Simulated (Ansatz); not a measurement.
Which functional gives which lattice for Si2Mo?

Starting cell:

```
Si Mo
1.0
    -1.60188    1.60188    3.92127
     1.60188   -1.60188    3.92127
     1.60188    1.60188   -3.92127
Si Mo
2 1
Cartesian
  0.0000 0.0000 2.6282
  0.0000 0.0000 5.2143
  0.0000 0.0000 0.0000
```

Ansatz, plane waves and PAW, scalar-relativistic (no spin–orbit coupling), 10×10×10 k-mesh. No spin polarisation. In the setting of the table the starting cell (space group I4/mmm) has 4.529 × 4.529 × 4.529 Å, angles 138.6 / 138.6 / 60.0°. Each functional was followed to zero pressure with shape and atoms relaxed, then fitted over four more volumes within ±4 % of it.

**Question.** What cell, stiffness and gap does each give?

**Answer.** 
```csv
functional,V0 (Å³/atom),cell,B0 (GPa),B′ from the pressures,gap on the mesh,cutoff (eV)
PBE + D4,13.19,"4.504 × 4.504 × 4.504 Å, angles 138.6 / 138.6 / 60.0°",220,4.4,zero (metallic on this mesh),420
r2SCAN,13.36,"4.517 × 4.517 × 4.517 Å, angles 138.5 / 138.5 / 60.2°",217,4.4,zero (metallic on this mesh),500
r2SCAN + D4,13.24,"4.504 × 4.504 × 4.504 Å, angles 138.5 / 138.5 / 60.2°",223,4.4,zero (metallic on this mesh),500
revPBE,13.71,"4.559 × 4.559 × 4.559 Å, angles 138.5 / 138.5 / 60.1°",199,4.5,zero (metallic on this mesh),420
```

The volumes span 3.9 %, from PBE + D4 to revPBE. The stiffness doesn't follow the volume steadily: stiffest r2SCAN + D4 (223 GPa at 13.24 Å³/atom), softest revPBE (199 GPa at 13.71 Å³/atom), yet r2SCAN + D4 is stiffer than PBE + D4 in a larger cell (223 against 220 GPa). Pairwise dispersion terms leave out the screening by a metal's electrons, and so tend to pull metals in too far. Adding D4 to r2SCAN pulls the cell in by 0.9 %. Of 5 runs of this kind 1 is left out: 1 is in doubt (a loose fit, a gap or moment that comes and goes along the fit, no cell at zero pressure, a state that may not be the lowest or a known fault).

Points behind the fit for r2SCAN:

```json
{"V (Å³/atom)": "12.826", "E − Emin (meV/atom)": "15.66", "P (GPa)": "9.73"}
{"V (Å³/atom)": "13.093", "E − Emin (meV/atom)": "3.78", "P (GPa)": "4.61"}
{"V (Å³/atom)": "13.360", "E − Emin (meV/atom)": "0.00", "P (GPa)": "0.01"}
{"V (Å³/atom)": "13.628", "E − Emin (meV/atom)": "3.48", "P (GPa)": "-4.12"}
{"V (Å³/atom)": "13.895", "E − Emin (meV/atom)": "13.48", "P (GPa)": "-7.81"}
```

All four functionals keep MoSi2 metallic, in line with its known metallic conduction, and differ mainly in bond length and stiffness. The high bulk modulus fits a network of directional Mo d–Si p bonds, in which hybridisation fills bonding states and leaves a low density of states near the Fermi level rather than a full gap.

The cleanest comparison is r2SCAN with and without D4. The added attraction shortens the cell edges from 4.517 to 4.504 Å but leaves the angles unchanged, so the contraction is almost uniform. The modulus rises from 217 to 223 GPa, as expected when atoms sit further up the repulsive wall. revPBE lies at the other end, probably because its exchange favours lower-density, more weakly bonded arrangements. PBE + D4 breaks a simple volume–stiffness rule, which suggests that the curvature of the energy also depends on how each functional describes the bonds. The results don't establish the stability of this tetragonal structure against the competing hexagonal polymorph.
